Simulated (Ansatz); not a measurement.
## Pt: the change of pressure and energy above lowest point with volume per atom

Results calculated with Ansatz 0.2.0 development build, not measured. Equation of state of a cubic crystal from periodic Kohn-Sham density functional theory without spin; pressure corrected for the finite basis.

Cell of the first row (space group Fm-3m, No. 225):
```
Pt
1.0
      0.0000     1.9450     1.9450
      1.9450     0.0000     1.9450
      1.9450     1.9450     0.0000
Pt
1
Direct
  0.00000 0.00000 0.00000
```

Settings of every row: formula Pt; structure type fcc; functional PBE; spin treatment none; k mesh 24x24x24; occupation method fermi-dirac; occupation width 0.061225619 eV; wave cutoff 700 eV; datasets hard PAW; density cutoff ratio 4.

Limits: the SCF threshold is loose for a stress in some rows; no spin-orbit coupling, which can matter with elements this heavy.

```
row  volume per atom (Å³)  pressure (GPa)  energy above lowest point (meV/atom)
  1                14.716          17.978                                 48.94
  2                15.029          11.157                                 20.61
  3                15.342           5.153                                   4.8
  4                15.656          -0.127                                     0
  5                15.969          -4.765                                  4.88
  6                16.282               ?                                     ?
  7                16.595         -12.396                                 39.08
```

Question: what pressure and energy above lowest point should row 6 give?

Worked fit of pressure. Take u = (V_r/V)^(2/3) − 1 with V_r = 15.499 Å³ an atom, which is twice the finite (Eulerian) strain; such expansions in the strain, on which the Birch-Murnaghan equation of state is built, carry the rest volume and the bulk modulus. The shown rows have u = 0.03516, 0.02074, 0.00681, -0.0067, -0.01972, -0.04453. Least squares give pressure = 2.4274 + 391.296 × u + 1389 × u² + 1739 × u³ GPa; a parabola predicts inner rows, each left out in turn, worse (root mean square 0.035 against 0.0074 GPa). The rows lie off it by 0.000, 0.001, -0.004, 0.005, -0.003, 0.000 (root mean square 0.0029 GPa). The pressure vanishes at u = -0.0063, or V = 15.65 Å³ an atom, and there the bulk modulus at fixed shape and fractions is B = −V dP/dV = (2/3)(1 + u) dP/du = 248 GPa. The withheld row has u = -0.03232, so the fit gives 2.4274 + 391.296 × (-0.03232) + 1389 × (-0.03232)² + 1739 × (-0.03232)³ = -8.827 GPa.

The calculation gave -8.834 GPa. The fit lies 0.007 GPa (0.023 % of the column's range) above it; its largest miss of a shown row is 0.005 GPa.

Worked fit of energy above lowest point. Take u = (V_r/V)^(2/3) − 1 with V_r = 15.499 Å³ an atom, which is twice the finite (Eulerian) strain; such expansions in the strain, on which the Birch-Murnaghan equation of state is built, carry the rest volume and the bulk modulus. The shown rows have u = 0.03516, 0.02074, 0.00681, -0.0067, -0.01972, -0.04453. Least squares give energy above lowest point = 1.102 + 351.76 × u + 27967.9 × u² + 20577 × u³ meV/atom; a parabola predicts inner rows, each left out in turn, worse (root mean square 0.41 against 0.0076 meV/atom). The rows lie off it by 0.00, 0.00, 0.00, 0.01, 0.00, 0.00. Its lowest point lies at u = -0.0063, or V = 15.65 Å³ an atom, and the curvature there gives the bulk modulus at fixed shape and fractions, B = (4/9)(1 + u)² E″(u)/V = 248 GPa. The withheld row has u = -0.03232, so the fit gives 1.102 + 351.76 × (-0.03232) + 27967.9 × (-0.03232)² + 20577 × (-0.03232)³ = 18.25 meV/atom.

The calculation gave 18.25 meV/atom. The fit meets it to the printed digit.
